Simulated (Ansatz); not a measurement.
InO3: energy above lowest point and pressure against volume per atom

Results calculated with Ansatz 0.2.0 development build, not measured. Equation of state of a cubic crystal from periodic Kohn-Sham density functional theory without spin; pressure corrected for the finite basis.

Cell of the first row (space group Pm-3m, No. 221):
```
cell vectors (Å)
   4.1265     0.0000     0.0000
   0.0000     4.1265     0.0000
   0.0000     0.0000     4.1265
atoms (fractions of the cell vectors)
In  0.00000  0.00000  0.00000
O   0.50000  0.00000  0.00000
O   0.00000  0.50000  0.00000
O   0.00000  0.00000  0.50000
```

Settings of every row: formula InO3; structure type ReO3; functional PBE; spin treatment none; k mesh 26x26x26; occupation method fermi-dirac; occupation width 0.061225619 eV; wave cutoff 420 eV; datasets soft-1 PAW; density cutoff ratio 4.

Limits: a cubic model structure, not a phase known at ambient conditions; no spin polarisation, a magnetic state may lie lower.

```
row  volume per atom (Å³)  energy above lowest point (meV/atom)  pressure (GPa)
  1                17.567                                 15.23           4.595
  2                17.941                                  6.52           2.896
  3                18.315                                  1.58           1.371
  4                18.688                                     0           0.001
  5                19.062                                  1.45           -1.23
  6                19.436                                  5.64          -2.337
  7                 19.81                                     ?               ?
```

Question: what energy above lowest point and pressure should row 7 give?

Worked fit of energy above lowest point. Take u = (V_r/V)^(2/3) − 1 with V_r = 18.502 Å³ an atom, which is twice the finite (Eulerian) strain; such expansions in the strain, on which the Birch-Murnaghan equation of state is built, carry the rest volume and the bulk modulus. The shown rows have u = 0.03518, 0.02074, 0.0068, -0.00665, -0.01968, -0.0323. Least squares give energy above lowest point = 0.388 + 115.81 × u + 8657.6 × u² + 1201 × u³ meV/atom; a parabola predicts inner rows, each left out in turn, worse (root mean square 0.016 against 0.0071 meV/atom). All shown rows lie on it to the printed digit. Its lowest point lies at u = -0.0067, or V = 18.69 Å³ an atom, and the curvature there gives the bulk modulus at fixed shape and fractions, B = (4/9)(1 + u)² E″(u)/V = 64.9 GPa. The withheld row has u = -0.04452, so the fit gives 0.388 + 115.81 × (-0.04452) + 8657.6 × (-0.04452)² + 1201 × (-0.04452)³ = 12.29 meV/atom.

The calculation gave 12.27 meV/atom. The fit lies 0.02 meV/atom (0.13 % of the column's range) above it; its largest miss of a shown row is 0.00 meV/atom. This row lies beyond the range of the fit.

Worked fit of pressure. Take u = (V_r/V)^(2/3) − 1 with V_r = 18.502 Å³ an atom, which is twice the finite (Eulerian) strain; such expansions in the strain, on which the Birch-Murnaghan equation of state is built, carry the rest volume and the bulk modulus. The shown rows have u = 0.03518, 0.02074, 0.0068, -0.00665, -0.01968, -0.0323. Least squares give pressure = 0.6658 + 101.726 × u + 276.92 × u² + 176 × u³ GPa; a parabola predicts inner rows, each left out in turn, worse (root mean square 0.0022 against 0.00087 GPa). The rows lie off it by 0.000, 0.000, 0.001, -0.001, 0.000, 0.000. The pressure vanishes at u = -0.0067, or V = 18.69 Å³ an atom, and there the bulk modulus at fixed shape and fractions is B = −V dP/dV = (2/3)(1 + u) dP/du = 64.9 GPa. The withheld row has u = -0.04452, so the fit gives 0.6658 + 101.726 × (-0.04452) + 276.92 × (-0.04452)² + 176 × (-0.04452)³ = -3.330 GPa.

The calculation gave -3.333 GPa. The fit lies 0.003 GPa (0.038 % of the column's range) above it; its largest miss of a shown row is 0.001 GPa. This row lies beyond the range of the fit.
